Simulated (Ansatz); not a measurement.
A ladder of methods for AlH2Br (SMILES [AlH2][Br])

The species is AlH2Br (4 atoms), meant as a singlet with charge 0. As SMILES, `[AlH2][Br]`. The shape is that of a PBE0-D4/def2-TZVP optimisation.

```xyz
4

Al   -0.1483   -0.0647   -0.1103
Br    1.6849    0.4966    1.0797
H    -0.5616   -1.5848   -0.1392
H    -0.9197    1.0927   -0.8504
```

Each level gives the vertical energy of the triplet above the singlet (eV). The values are calculated.

```json
{"level": "BLYP/STO-3G", "kind": "GGA", "program": "Ansatz", "value (eV)": "6.63", "less FCI/STO-3G": "-1.09", "CPU time (all runs)": "5.9 s"}
{"level": "revPBE/STO-3G", "kind": "GGA", "program": "Ansatz", "value (eV)": "6.62", "less FCI/STO-3G": "-1.10", "CPU time (all runs)": "6 s"}
{"level": "HSE06/STO-3G", "kind": "range-separated hybrid", "program": "Ansatz", "value (eV)": "7.03", "less FCI/STO-3G": "-0.69", "CPU time (all runs)": "5.4 s"}
{"level": "wB97X/STO-3G", "kind": "range-separated hybrid", "program": "Ansatz", "value (eV)": "7.52", "less FCI/STO-3G": "-0.20", "CPU time (all runs)": "20 s"}
{"level": "MP2/STO-3G", "kind": "perturbation theory", "program": "Ansatz", "value (eV)": "7.99", "less FCI/STO-3G": "+0.27", "CPU time (all runs)": "2.7 s"}
{"level": "BCCD(T)/STO-3G", "kind": "coupled cluster or CI", "program": "Ansatz", "value (eV)": "7.74", "less FCI/STO-3G": "+0.02", "CPU time (all runs)": "3.2 s"}
{"level": "CCSD(T)/STO-3G", "kind": "coupled cluster or CI", "program": "Ansatz", "value (eV)": "7.75", "less FCI/STO-3G": "+0.03", "CPU time (all runs)": "3 s"}
{"level": "FCI/STO-3G", "kind": "exact in the basis", "program": "Ansatz", "value (eV)": "7.72", "less FCI/STO-3G": "0.00", "CPU time (all runs)": "19 s"}
```

FCI/STO-3G is exact within its basis and frozen core, so for wave-function methods in that basis the difference is their error; functionals converge differently with the basis, so for them it is only a difference. All-electron rows without a relativistic Hamiltonian named are non-relativistic. Spin-orbit coupling, which can split open shells on such heavy atoms by tenths of an eV, is left out. The values span 6.62 to 7.99 eV. A triplet this far above the singlet is often a Rydberg-like or dissociative state; sets without diffuse functions put Rydberg states too high. All rows use very small basis sets, so even the best lies far from the true value. In the correlated wave-function rows the outer d shell of Br is correlated, in sets not made for it. CPU times are rough (shared hosts, several kinds of processor): they show what a rung costs within a factor of a few.

The triplet lies far above the singlet at every level, as expected for a closed-shell aluminium(III) compound. Exciting it means taking an electron from an Al–H bonding orbital or a bromine lone pair. In a minimal basis the electron can go only into valence orbitals, probably the empty out-of-plane 3p orbital of aluminium or an antibonding σ* orbital. Bromine lone-pair donation into that 3p orbital is weak, but it raises the acceptor level somewhat.

CCSD(T) and BCCD(T) come within 0.03 eV of full CI, which suggests that a single configuration dominates both states and that the choice of reference orbitals matters little. MP2 overshoots by 0.27 eV, so correlation beyond second order matters for the gap. Among the functionals, the two GGAs nearly coincide, while HSE06 and then wB97X give larger gaps, probably because exact exchange separates occupied and empty levels more strongly. wB97X's closeness to full CI does not establish it as the most accurate functional here. Nor does the vertical gap give the energy needed to break the Al–Br bond.
